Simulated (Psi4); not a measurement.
# How methods differ on GaH2BrO2 (SMILES [OH][Ga]([OH])[Br])

GaH2BrO2 has 6 atoms, charge 0, and is taken as a singlet. SMILES: `[OH][Ga]([OH])[Br]`. The shape was relaxed beforehand at PBE0/def2-TZVP. This is one conformer, not always the lowest.

Quantity: the HOMO–LUMO gap, in eV. The values are calculated.

```json
{"level": "PBE-D4/def2-TZVPP (density fitting)", "kind": "GGA", "program": "Psi4", "value (eV)": "5.05", "CPU time": "66 s"}
{"level": "r2SCAN-D4/def2-TZVPP (density fitting)", "kind": "meta-GGA", "program": "Psi4", "value (eV)": "5.72", "CPU time": "2.8 min"}
{"level": "B3LYP-D4/def2-TZVPP (density fitting)", "kind": "global hybrid", "program": "Psi4", "value (eV)": "6.66", "CPU time": "60 s"}
{"level": "PBE0-D4/def2-TZVPP (density fitting)", "kind": "global hybrid", "program": "Psi4", "value (eV)": "7.30", "CPU time": "59 s"}
{"level": "wB97M-V/def2-TZVPP (density fitting)", "kind": "range-separated hybrid", "program": "Psi4", "value (eV)": "11.38", "CPU time": "3.4 min"}
```

All-electron rows without a relativistic Hamiltonian named are non-relativistic. The values span 5.05 to 11.38 eV. Orbital gaps aren't excitation energies; they tend to grow with the share of exact exchange. CPU times are rough (shared hosts, several kinds of processor): they show what a rung costs within a factor of a few.

The gap more than doubles from PBE (5.05 eV) to wB97M-V (11.38 eV), and the step from PBE0 to wB97M-V alone exceeds the whole spread among the other four functionals. Because all rows share one geometry, structural relaxation plays no part in this. The likely main reason is that full long-range exchange, unscreened in an isolated molecule, lowers the occupied levels relative to the empty ones, bringing the orbital gap closer to the difference between ionization energy and electron affinity.

Chemically, a wide gap suits closed-shell gallium(III) with electronegative ligands. The HOMO is probably built from bromine and oxygen lone pairs, and the LUMO from the vacant gallium p orbital mixed with Ga–ligand antibonding character. All five functionals support a sizeable gap, but its magnitude depends too strongly on the functional for any single value to be treated as a molecular constant. Nor do the gaps alone show whether the LUMO would bind an extra electron, which bears on the molecule's Lewis acidity only indirectly.
